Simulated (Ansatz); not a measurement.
# Sn: pressure against volume per atom

Periodic Kohn-Sham DFT of a crystal at fixed atoms; pressure and stress are positive in compression; the energy is the free energy less that of spherical unpolarised free atoms; site moments are those in the method's own spheres, positive along +z. The results are calculated, by Ansatz 0.2.0.

Cell of the first row (space group Fd-3m, No. 227):
```
cell vectors (Å)
   0.0000     3.1793     3.1793
   3.1793     0.0000     3.1793
   3.1793     3.1793     0.0000
atoms (fractions of the cell vectors)
Sn  0.50000  0.50000  0.50000
Sn  0.75000  0.75000  0.75000
```

Settings of every row: method all-electron PAW; functional PBEsol; relativity scalar; k mesh 11x11x11; filling fermi-dirac; smearing width 0.05 eV; nucleus gaussian.

Atom start moment: 0 on all atoms.

```
row  volume per atom (Å³)  pressure (GPa)
  1                32.138             4.3
  2                32.821           3.067
  3                33.505            1.97
  4                33.847           1.467
  5                34.189           0.993
  6                34.531           0.545
  7                34.873           0.123
  8                35.556          -0.653
  9                 36.24               ?
```

Question: what pressure should row 9 give?

Worked fit of pressure. Take u = (V_r/V)^(2/3) − 1 with V_r = 34.018 Å³ an atom, which is twice the finite (Eulerian) strain; such expansions in the strain, on which the Birch-Murnaghan equation of state is built, carry the rest volume and the bulk modulus. The shown rows have u = 0.03863, 0.02417, 0.01018, 0.00337, -0.00334, -0.00993, -0.01641, -0.02905. Least squares give pressure = 1.2266 + 70.737 × u + 216.59 × u² + 304 × u³ GPa; a parabola predicts inner rows, each left out in turn, worse (root mean square 0.003 against 0.0005 GPa). The rows lie off it by 0.000, 0.000, 0.001, 0.000, 0.000, 0.000, 0.000, 0.000. The pressure vanishes at u = -0.0183, or V = 34.98 Å³ an atom, and there the bulk modulus at fixed shape and fractions is B = −V dP/dV = (2/3)(1 + u) dP/du = 41.3 GPa. The withheld row has u = -0.04131, so the fit gives 1.2266 + 70.737 × (-0.04131) + 216.59 × (-0.04131)² + 304 × (-0.04131)³ = -1.347 GPa.

The calculation gave -1.346 GPa. The fit lies 0.001 GPa (0.018 % of the column's range) below it, one unit of the last digit. This row lies beyond the range of the fit.
